**Sm5+ (4f³): sensitivity of fine structure and ionisation energy to the settings of the run**

The table holds the first excitation (⁴I9/2 to ⁴I11/2) and the ionisation energy of Sm5+ from radial Dirac CI on exchange-only KLI orbitals with Breit and model QED terms, scaled Slater integrals and a P86 correlation estimate, for a base run and four variants, beside NIST's tabulated 87 eV. The program tests, with no fitted parameter, the Landé interval rule, a 1/gap mixing estimate (its starting excess taken from a run), the full 4f³ energy matrix from the run's F², F⁴, F⁶ and ζ, the anomalous-moment correction to spin-orbit coupling, and frozen-orbital removal of a 4f electron. The base interval exceeds the Landé value by 19 %; the matrix recovers it to 0.2 % and gives +54 cm⁻¹ against +49 cm⁻¹ for the change of scale, but misses ⁴F3/2 by up to 3.1 %. The QED shift of 16.7 cm⁻¹ matches α/π acting on the bare nuclear ζ (16.6) and not on the screened one (7.9). Frozen 4f removal gives the wrong sign for the scale dependence of the ionisation energy, whose values lie 2.5 to 4.2 eV above the tabulated entry.

Sm5+ (Z = 62) computed with radial Dirac CI 1: relativistic CI on Dirac orbitals in exchange-only KLI potentials, with the zero-frequency Breit term. Unless a row says otherwise, the closed core is [Kr] 4d10, valence Slater integrals are scaled by 0.85, and model QED terms and a P86 correlation estimate are included. Ionisation energies use the two ground configurations alone.

## Program and output

```python
# Table: Sm5+ (4f3) first excitation (cm-1) and ionisation energy (eV), radial Dirac CI on KLI orbitals, Breit, model QED,
# scaled Slater integrals, P86; one setting moved per row. Tested: Lande rule, 1/gap mixing, 4f^n matrix, anomalous moment.
T = {
    'change': ['base', 'no correlation estimate', 'valence Slater integrals scaled by 0.75', 'no QED terms; decay types not set', 'closed core [Xe]; decay types E1-M1-E2-M2-E3; configuration 4f3'],
    'ground_configuration': ['4f3.5s2.5p6', '4f3.5s2.5p6', '4f3.5s2.5p6', '4f3.5s2.5p6', '4f3'],
    'first_excitation': [3005.3, 3005.4, 3054.4, 2988.6, 3006.9],  # cm⁻¹
    'ionisation_energy': [90.7254, 89.4826, 91.2412, 90.7468, None],  # eV
    'tabulated_ground_level': ['4Io9/2', '4Io9/2', '4Io9/2', '4Io9/2', '4Io9/2'],
    'nist': [87.0, 87.0, 87.0, 87.0, None],  # eV
    'error': [3.73, 2.48, 4.24, 3.75, None],  # eV
}
import numpy as np, itertools, bisect
from sympy.physics.wigner import wigner_3j as w3
from scipy.constants import alpha, pi, value
EV = value('electron volt-inverse meter relationship')/100; HA = value('hartree-inverse meter relationship')/100
gs = abs(value('electron g factor')); E = T['first_excitation']; I = T['ionisation_energy']
# further outputs of the same runs: base-run F^k, zeta (cm-1), <r^-3> (bohr^-3); levels 4I13/2, 4I15/2, 4F3/2, 2H9/2; g
F = {2: 121938.7, 4: 77062.94, 6: 55602.52}; zeta = 1376.183; r3 = 7.965916; Z = 62
lev = {1: [6108.9, 9246.2, 15760.4, 16171.9], 2: [6156.9, 9248.4, 14135.5, 14551.9], 4: [6117.0, 9265.7, 16459.4, 16525.6]}
gout = {1: 0.734151, 2: 0.7360379, 4: 0.7339212}
ms = range(-3, 4); orb = [(m, s) for m in ms for s in (0.5, -0.5)]
ck = {(k, m, n): float((-1)**abs(m)*7*w3(3, k, 3, 0, 0, 0)*w3(3, k, 3, -m, m-n, n)) for k in F for m in ms for n in ms}
def v(a, b, c, d):
    (ma, sa), (mb, sb), (mc, sc), (md, sd) = orb[a], orb[b], orb[c], orb[d]
    return sum(F[k]*ck[k, ma, mc]*ck[k, md, mb] for k in F) if (sa == sc and sb == sd and ma+mb == mc+md) else 0.0
def act(det, ann, cre):
    d = list(det); s = 1
    for x in ann:
        i = d.index(x); s *= (-1)**i; d.pop(i)
    for x in cre:
        if x in d: return None, 0
        i = bisect.bisect(d, x); s *= (-1)**i; d.insert(i, x)
    return tuple(d), s
Lz = np.diag([float(m) for m in ms]); Lp = np.diag([np.sqrt(12-m*(m+1)) for m in range(-3, 3)], -1)
Sz = np.diag([.5, -.5]); Sp = np.array([[0., 1.], [0., 0.]]); K = np.kron; e2 = np.eye(2); e7 = np.eye(7)
one = [K(Lz, Sz)+.5*(K(Lp, Sp.T)+K(Lp.T, Sp)), K(Lp, e2)+K(e7, Sp), K(Lz, e2)+gs*K(e7, Sz)]
def build(n):
    D = list(itertools.combinations(range(14), n)); ix = {d: i for i, d in enumerate(D)}; M = np.zeros((4, len(D), len(D)))
    for j, det in enumerate(D):
        for c, d in itertools.combinations(det, 2):
            for a, b in itertools.combinations(range(14), 2):
                x = v(a, b, c, d)-v(a, b, d, c)
                if x:
                    f, s = act(det, (c, d), (b, a))
                    if s: M[0, ix[f], j] += s*x
        for c in det:
            for a in range(14):
                f, s = act(det, (c,), (a,))
                if s: M[1:, ix[f], j] += [s*o[a, c] for o in one]
    mj = (n % 2)/2; k = [i for i, d in enumerate(D) if sum(sum(orb[x]) for x in d) == mj]; q = np.ix_(k, k)
    return M[0][q], M[1][q], (M[2].T@M[2])[q]+mj*(mj+1)*np.eye(len(k)), M[3][q], np.trace(M[0])/len(D)
f3, f2 = build(3), build(2)
def model(s, z):
    e, U = np.linalg.eigh(s*f3[0]+z*f3[1]); tj = np.rint(np.sqrt(1+4*np.diag(U.T@f3[2]@U))-1); e = e-e[0]
    return np.array([e[tj == 11][0], e[tj == 13][0], e[tj == 15][0], e[tj == 3][0], e[tj == 9][1]]), 2*U[:, 0]@f3[3]@U[:, 0]
print('rounding floors: excitation 0.05 cm-1, IE 0.00005 eV, NIST 0.5 eV; shifts are row minus base')
for i, c in enumerate(T['change']):
    print(f"{c[:30]:30s} dE1 {E[i]-E[0]:+6.1f} cm-1 ({100*(E[i]/E[0]-1):+.2f} %)" + ('' if I[i] is None else f"  dIE {I[i]-I[0]:+.4f} eV ({(I[i]-I[0])*EV:+.0f} cm-1)  err {T['error'][i]:.2f} eV = {100*T['error'][i]/T['nist'][i]:.1f} % = {T['error'][i]*EV:.0f} cm-1"))
L = zeta/3*np.array([5.5, 6.5, 7.5]); print('Lande intervals zeta/3*J (cm-1):', L.round(0), 'width', round(L.sum()), f'; base excess {E[0]-L[0]:.0f} = {100*(E[0]/L[0]-1):.1f} %')
for i in lev: print(f'row {i} 4I intervals (cm-1):', np.diff([0, E[i]]+lev[i][:2]).round(1), ' minus Lande', (np.diff([0, E[i]]+lev[i][:2])-L).round(0))
r = lev[1][3]/lev[2][3]; print(f'1/gap: 2H9/2 gap ratio {r:.3f}, predicted shift at 0.75 {(E[1]-L[0])*(r-1):+.1f}, table {E[2]-E[1]:+.1f} cm-1')
print(f'4F3/2 ratio 0.75/0.85 run {lev[2][2]/lev[1][2]:.3f}, scale ratio {0.75/0.85:.3f}; 4F3/2 [Xe] minus large list {lev[4][2]-lev[1][2]:.0f} cm-1')
print(f'pure LS g: {1-13.5/49.5:.4f} (gs=2), {1-(gs-1)*13.5/49.5:.4f} (true gs); 4f3 matrix order: 4I11/2 13/2 15/2 4F3/2 2H9/2')
for s in (1.0, 0.85, 0.75): print(f'matrix scale {s}: levels', model(s, zeta)[0].round(0), f'cm-1, g {model(s, zeta)[1]:.4f}')
for i, s in ((4, .85), (1, .85), (2, .75)):
    m, g = model(s, zeta); y = np.array([E[i]]+lev[i]); print(f'row {i} matrix-run (cm-1):', (m-y).round(0), '%', (100*(m/y-1)).round(1), f'g run {gout[i]:.4f} diff {g-gout[i]:+.4f}')
a, b = model(.85, zeta), model(.75, zeta)
print(f'scale 0.75 shift: matrix {b[0][0]-a[0][0]:+.1f}, table {E[2]-E[0]:+.1f} cm-1; g shift matrix {b[1]-a[1]:+.5f}, run {gout[2]-gout[1]:+.5f}')
sl = (model(.85, zeta+1)[0][0]-model(.85, zeta-1)[0][0])/2; zn = alpha**2/2*Z*r3*HA
print(f'dE1/dzeta {sl:.3f} (Lande 1.833); zeta needed for [Xe] row {zeta+(E[4]-a[0][0])/sl:.0f} vs {zeta:.0f}; bare nuclear zeta {zn:.0f} cm-1, ratio {zn/zeta:.2f}')
print(f'QED shift table {E[0]-E[3]:+.1f} cm-1 ({100*(E[0]/E[3]-1):.2f} %); alpha/pi {100*alpha/pi:.3f} %: on screened zeta {alpha/pi*zeta*sl:+.1f}, on bare zeta {alpha/pi*zn*sl:+.1f}')
ie = lambda s, av: (np.linalg.eigvalsh(s*f2[0]+zeta*f2[1])[0]-np.linalg.eigvalsh(s*f3[0]+zeta*f3[1])[0]-av*s*(f2[4]-f3[4]))/EV
print(f'IE shift 0.85->0.75, frozen 4f removal: {ie(.75,1)-ie(.85,1):+.3f} eV (average fixed), {ie(.75,0)-ie(.85,0):+.3f} eV (average scaled); table {I[2]-I[0]:+.3f}')
print(f'IE slope {(I[2]-I[0])/-0.1:.2f} eV per unit scale; QED shift / base error {100*abs(I[3]-I[0])/T["error"][0]:.2f} %; smallest error / NIST floor {T["error"][1]/0.5:.1f}')
assert min(E) > L[0] and E[2] > E[0] > E[3]
assert abs(E[1]-E[0]) < 0.2 and abs(E[4]-E[0]) < 3
assert I[2] > I[3] > I[0] > I[1] > T['nist'][0]+0.5
```

Output:

```
rounding floors: excitation 0.05 cm-1, IE 0.00005 eV, NIST 0.5 eV; shifts are row minus base
base                           dE1   +0.0 cm-1 (+0.00 %)  dIE +0.0000 eV (+0 cm-1)  err 3.73 eV = 4.3 % = 30084 cm-1
no correlation estimate        dE1   +0.1 cm-1 (+0.00 %)  dIE -1.2428 eV (-10024 cm-1)  err 2.48 eV = 2.9 % = 20003 cm-1
valence Slater integrals scale dE1  +49.1 cm-1 (+1.63 %)  dIE +0.5158 eV (+4160 cm-1)  err 4.24 eV = 4.9 % = 34198 cm-1
no QED terms; decay types not  dE1  -16.7 cm-1 (-0.56 %)  dIE +0.0214 eV (+173 cm-1)  err 3.75 eV = 4.3 % = 30246 cm-1
closed core [Xe]; decay types  dE1   +1.6 cm-1 (+0.05 %)
Lande intervals zeta/3*J (cm-1): [2523. 2982. 3440.] width 8945 ; base excess 482 = 19.1 %
row 1 4I intervals (cm-1): [3005.4 3103.5 3137.3]  minus Lande [ 482.  122. -303.]
row 2 4I intervals (cm-1): [3054.4 3102.5 3091.5]  minus Lande [ 531.  121. -349.]
row 4 4I intervals (cm-1): [3006.9 3110.1 3148.7]  minus Lande [ 484.  128. -292.]
1/gap: 2H9/2 gap ratio 1.111, predicted shift at 0.75 +53.7, table +49.0 cm-1
4F3/2 ratio 0.75/0.85 run 0.897, scale ratio 0.882; 4F3/2 [Xe] minus large list 699 cm-1
pure LS g: 0.7273 (gs=2), 0.7266 (true gs); 4f3 matrix order: 4I11/2 13/2 15/2 4F3/2 2H9/2
matrix scale 1.0: levels [ 2936.  6053.  9280. 18881. 19037.] cm-1, g 0.7328
matrix scale 0.85: levels [ 3000.  6128.  9313. 16253. 16483.] cm-1, g 0.7347
matrix scale 0.75: levels [ 3055.  6188.  9336. 14487. 14795.] cm-1, g 0.7366
row 4 matrix-run (cm-1): [  -7.   11.   47. -206.  -42.] % [-0.2  0.2  0.5 -1.3 -0.3] g run 0.7339 diff +0.0008
row 1 matrix-run (cm-1): [ -5.  19.  67. 493. 311.] % [-0.2  0.3  0.7  3.1  1.9] g run 0.7342 diff +0.0006
row 2 matrix-run (cm-1): [  0.  31.  88. 352. 243.] % [0.  0.5 0.9 2.5 1.7] g run 0.7360 diff +0.0006
scale 0.75 shift: matrix +54.4, table +49.1 cm-1; g shift matrix +0.00186, run +0.00189
dE1/dzeta 2.482 (Lande 1.833); zeta needed for [Xe] row 1379 vs 1376; bare nuclear zeta 2886 cm-1, ratio 2.10
QED shift table +16.7 cm-1 (0.56 %); alpha/pi 0.232 %: on screened zeta +7.9, on bare zeta +16.6
IE shift 0.85->0.75, frozen 4f removal: -0.249 eV (average fixed), -0.362 eV (average scaled); table +0.516
IE slope -5.16 eV per unit scale; QED shift / base error 0.57 %; smallest error / NIST floor 5.0
```
